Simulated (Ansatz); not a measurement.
## Si: the change of energy above lowest point with volume scale

Free energy against uniform scaling of the volume at fixed shape and fractions; periodic cell, basis, potentials, k mesh and filling as listed. The results are calculated, by Ansatz 0.2.0.

The cell before it is scaled or strained (space group I4/mmm, No. 139):
```
Si
1.0
     -1.6269     1.6269     1.3203
      1.6269    -1.6269     1.3203
      1.6269     1.6269    -1.3203
Si
1
Direct
  0.00000 0.00000 0.00000
```

Settings of every row: functional LDA; dispersion none; potentials all-electron LAPW; k mesh 14x14x14; k shift 0x0x0; occupations cold; smearing width 0.15 eV; spin none; relativity scalar; SCF threshold exponent -9.

Limits: coarse k mesh, up to 40 meV an atom off; the cell comes from a prototype or a list of computed structures and needn't be the stable phase.

| row | volume scale | V (Å³/atom) | energy above lowest point (meV/atom) |
| --- | --- | --- | --- |
| 1 | 0.94 | 13.14 | 14.8 |
| 2 | 0.96 | 13.419 | 5.7 |
| 3 | 0.98 | 13.699 | 1 |
| 4 | 1 | 13.978 | 0 |
| 5 | 1.02 | 14.258 | 2.3 |
| 6 | 1.04 | 14.537 | 7.5 |
| 7 | 1.06 | 14.817 | ? |

Question: what energy above lowest point should row 7 give?

Worked fit of energy above lowest point. Take u = (V_r/V)^(2/3) − 1 with V_r = 13.838 Å³ an atom, which is twice the finite (Eulerian) strain; such expansions in the strain, on which the Birch-Murnaghan equation of state is built, carry the rest volume and the bulk modulus. The shown rows have u = 0.03511, 0.02071, 0.00675, -0.00669, -0.01974, -0.03232. Least squares give energy above lowest point = 0.05 + 71.4 × u + 9620 × u² + 8775 × u³ meV/atom; a parabola predicts inner rows, each left out in turn, worse (root mean square 0.11 against 0.051 meV/atom). All shown rows lie on it to the printed digit. Its lowest point lies at u = -0.0037, or V = 13.92 Å³ an atom, and the curvature there gives the bulk modulus at fixed shape and fractions, B = (4/9)(1 + u)² E″(u)/V = 96.7 GPa. Letting shape and atoms relax would as a rule lower it, by much in layered, chain or molecular crystals. The withheld row has u = -0.04455, so the fit gives 0.05 + 71.4 × (-0.04455) + 9620 × (-0.04455)² + 8775 × (-0.04455)³ = 15.2 meV/atom.

The calculation gave 15.1 meV/atom. The fit lies 0.1 meV/atom (0.66 % of the column's range) above it, one unit of the last digit. This row lies beyond the range of the fit.
